Hirshfeld atomic charges of the gas-phase cation H₂B–CH(CH₃)–AsH₃⁺ (C₂H₉AsB⁺, charge +1, singlet), calculated with PySCF 2.14.0 at the Hartree–Fock/def2-SVP level. The charges come from a single-point calculation at the GFN2-xTB geometry.

| row | hirshfeld charge (e) | computed element |
| --- | --- | --- |
| 1 | 0.237 | B |
| 2 | -0.103 | C |
| 3 | -0.083 | C |
| 4 | 0.574 | As |
| 5 | -0.048 | H |
| 6 | -0.032 | H |
| 7 | 0.089 | H |
| 8 | 0.056 | H |
| 9 | 0.054 | H |
| 10 | 0.075 | H |
| 11 | 0.057 | H |
| 12 | 0.059 | H |
| 13 | 0.064 | H |

The ion is a short chain, H₂B–CH(CH₃)–AsH₃⁺, whose formal positive charge is written on arsenic. Rows 5 and 6 are the hydrogens on boron, row 7 is the one on the central carbon, rows 8 to 10 belong to the methyl group and rows 11 to 13 to arsenic. A Hirshfeld charge divides the electron density at each point among the atoms in proportion to what their free, neutral versions would have there. Such charges are usually small and are not oxidation states, so they serve best for comparing like atoms with like.

The nine hydrogens allow such a comparison. The simplest smooth model gives them all one value, and their median, 0.057 e, can serve as that value without any fit. Five of the nine, three on arsenic and two in the methyl group, lie within 0.01 e of it. The other four break the pattern: rows 5 and 6 lie far below the level, rows 7 and 10 above it.

The common level is less simple than it looks, because it arises in two ways. Carbon attracts electrons somewhat more strongly than hydrogen does, so a hydrogen on carbon is slightly positive even in a neutral molecule. Arsenic has no such advantage, but here it is short of an electron and draws density from its own hydrogens. That the two effects end at nearly the same charge is best regarded as a coincidence of this ion.

The largest breaks are on boron, where rows 5 and 6 lie 0.105 and 0.089 e below the median. They are the only negative hydrogens in the ion. The cause is the ordinary polarity of the B–H bond: boron holds electrons less strongly than hydrogen, so the bond is polarised the opposite way from C–H, and the hydrogen is called hydridic. Hartree–Fock theory tends to exaggerate bond polarity, so the depth of the break may be somewhat too large, but its direction is what the electronegativities require.

A quantity that does not depend on dividing the density among atoms supports this reading. The local ionisation energy is the average energy needed to remove an electron found at a given point, and it is low where electrons are loosely held. On the molecular surface it falls to 18.9 eV beside the hydrogen of row 6, but it stays more than 1 eV higher beside that of row 10, which is about as far from arsenic. Even so, the electrostatic potential is positive over the whole surface, so the ion as a whole repels a positive charge even on the side of its hydridic hydrogens.

The smaller break in row 10 needs another explanation, since this hydrogen shares its carbon with rows 8 and 9. It is 0.020 e more positive than their mean. What sets it apart is direction: its bond points largely away from arsenic, while the other two lie roughly across that line. A positive centre pulls electrons towards itself, and in a bond that points away from it this pull moves density from the outer hydrogen to the inner carbon. In a bond lying across the line, both ends are at similar distances from the charge, and little moves.

This picture can be put into numbers by placing one positive elementary charge on arsenic. The potential then drops from the heavy atom X of a bond to its hydrogen by

ΔV = k (1/d_X − 1/d_H),

where d_X and d_H are the distances of the two atoms from arsenic and k is about 14 V Å. For row 10 the distances are 2.8 and 3.8 Å, so ΔV ≈ 14 × (1/2.8 − 1/3.8) ≈ 1.3 V. For rows 8 and 9 the same formula gives only 0.3 and 0.2 V. The estimate contains no adjusted constant, but it is crude, because the real charge is spread out and the electrons respond to it. It should therefore be trusted for the order of the bonds and not for the size of the charges.

The two hydrogens on boron provide a second case with a different heavy atom. The bond of row 6 points away from arsenic and has a drop of about 1.3 V, while that of row 5 lies across the line and has about 0.2 V. The hydrogen of row 6 is indeed the less negative, by 0.016 e, which is close to the difference found in the methyl group. The same geometrical rule thus orders the hydrogens within both groups, although one group is hydridic and the other is not. Differences this small could still change with the basis set or with another definition of atomic charge. They also belong to one fixed conformer: in a freely turning methyl group the three hydrogens would exchange places and their charges would average out.

Agreement in order does not prove that the field is the cause. The two outward bonds also stand roughly opposite the C–As bond, an arrangement in which a bond can donate electrons into the antibonding orbital between carbon and arsenic. That donation would make the same hydrogens more positive, but it should also weaken and lengthen the donating bonds. In the geometry used, which comes from a tight-binding method, the outward bond is the shortest in the methyl group and the shorter of the two on boron. The lengths therefore give the donation no support. The computed bond orders are divided: the outward bond has the lowest one in the methyl group, as donation would require, but the higher one on boron. The field remains the simpler explanation, though some donation cannot be ruled out.

Row 7 is the most positive hydrogen, 0.032 e above the median. It is tempting to credit this to boron, whose formally empty p orbital can accept electrons from a neighbouring C–H bond, an effect called hyperconjugation. Yet the point charge alone gives this bond a drop of about 1.5 V, similar to that of row 10, because the bond starts close to arsenic and points partly away from it. The field should therefore raise row 7 by roughly as much as it raises row 10.

What is left for other causes is the difference between these two hydrogens, 0.014 e. Hyperconjugation is a likely contributor: the bond lies nearly along the empty orbital, and it is the longest C–H bond in the ion, with the lowest bond order. But the two hydrogens also sit on different carbons, one of them bonded directly to arsenic, and the charges cannot separate that influence from the effect of boron. Boron's share in row 7 is therefore plausible but unproven, and it is probably smaller than the full height of the break suggests.

The same way of thinking explains why the positive charge does not simply fade along the chain. Adding the charges of each group gives 0.754 e for AsH₃, which thus holds most of the charge. The CH group beside it is almost neutral, at −0.014 e, whereas CH₃ and BH₂, one step farther out, carry 0.102 and 0.157 e. Induction pictured as a steady decay from atom to atom would have put the CH group second.

Part of the contrast with CH₃ lies in the number of hydrogens: the two carbons differ by only 0.020 e, but the methyl group has three positive hydrogens and the CH group only one. That the central carbon is nonetheless the more negative of the two fits its neighbours, since arsenic and boron both hold electrons less strongly than carbon does. The field acts in the same direction: it draws electrons inwards from the outer groups, so that the near end of the chain gains density and the far ends lose it. How much each effect contributes cannot be read from the group sums. They do show that a group next to a cationic centre need not be the second most positive one.

For a related ion, the first question is which atom a hydrogen is bonded to, since this decides whether it starts out slightly positive or hydridic. The second is whether its bond points away from the charged centre, which in this ion goes with a more positive charge than that of its neighbours on the same atom. The neutral molecule left after removing a proton from arsenic would help to separate the two, although the lone pair then left on arsenic could also donate into boron. There the hydrogens on boron should remain hydridic, because bond polarity needs no net charge, while the differences within the methyl and BH₂ groups should shrink if the field is their main cause. Such a change would not by itself rule out donation into the C–As bond, which should also weaken once the charge is gone.
